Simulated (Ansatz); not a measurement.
Cu: the change of pressure with volume scale

Results calculated with Ansatz 0.2.0, not measured. Free energy against uniform scaling of the volume at fixed shape and fractions; periodic cell, basis, potentials, k mesh and filling as listed.

The cell before it is scaled or strained (space group P6_3/mmc, No. 194):
```
cell vectors (Å)
   2.5341     0.0000     0.0000
  -1.2670     2.1946     0.0000
   0.0000     0.0000     4.1126
atoms (fractions of the cell vectors)
Cu  0.33333  0.66667  0.25000
Cu  0.66667  0.33333  0.75000
```

Settings of every row: functional PBEsol; dispersion none; potentials PAW; wave cutoff 450 eV; density cutoff 1800 eV; k mesh 13x13x7; k shift 0x0x0; occupations cold; smearing width 0.15 eV; spin none.

Limits: coarse k mesh, up to 40 meV an atom off; the cell comes from a prototype or a list of computed structures and needn't be the stable phase.

| row | volume scale | V (Å³/atom) | pressure (GPa) | energy above lowest point (meV/atom) |
| --- | --- | --- | --- | --- |
| 1 | 0.88 | 10.063 | 26.35 | 90.6 |
| 2 | 0.92 | 10.521 | 14.63 | 32.8 |
| 3 | 0.96 | 10.978 | 5.42 | 4.7 |
| 4 | 1 | 11.436 | ? | ? |
| 5 | 1.04 | 11.893 | -7.47 | 13.6 |
| 6 | 1.08 | 12.351 | -11.87 | 41.4 |
| 7 | 1.12 | 12.808 | -15.29 | 80.4 |

Question: what pressure should row 4 give?

Worked fit of pressure. Take u = (V_r/V)^(2/3) − 1 with V_r = 11.436 Å³ an atom, which is twice the finite (Eulerian) strain; such expansions in the strain, on which the Birch-Murnaghan equation of state is built, carry the rest volume and the bulk modulus. The shown rows have u = 0.08901, 0.05717, 0.02762, -0.02578, -0.05002, -0.07275. Least squares give pressure = −1.812 + 239.36 × u + 798.9 × u² + 751 × u³ GPa; a parabola predicts inner rows, each left out in turn, worse (root mean square 0.14 against 0.014 GPa). The rows lie off it by 0.00, 0.01, 0.00, -0.01, 0.01, 0.00. The pressure vanishes at u = 0.0074, or V = 11.31 Å³ an atom, and there the bulk modulus at fixed shape and fractions is B = −V dP/dV = (2/3)(1 + u) dP/du = 169 GPa. Letting shape and atoms relax would as a rule lower it, by much in layered, chain or molecular crystals. The withheld row has u = 0, so the fit gives −1.812 + 239.36 × (0) + 798.9 × (0)² + 751 × (0)³ = -1.81 GPa.

The calculation gave -1.81 GPa. The fit meets it to the printed digit.

The other values of row 4: energy above lowest point 0 meV/atom.
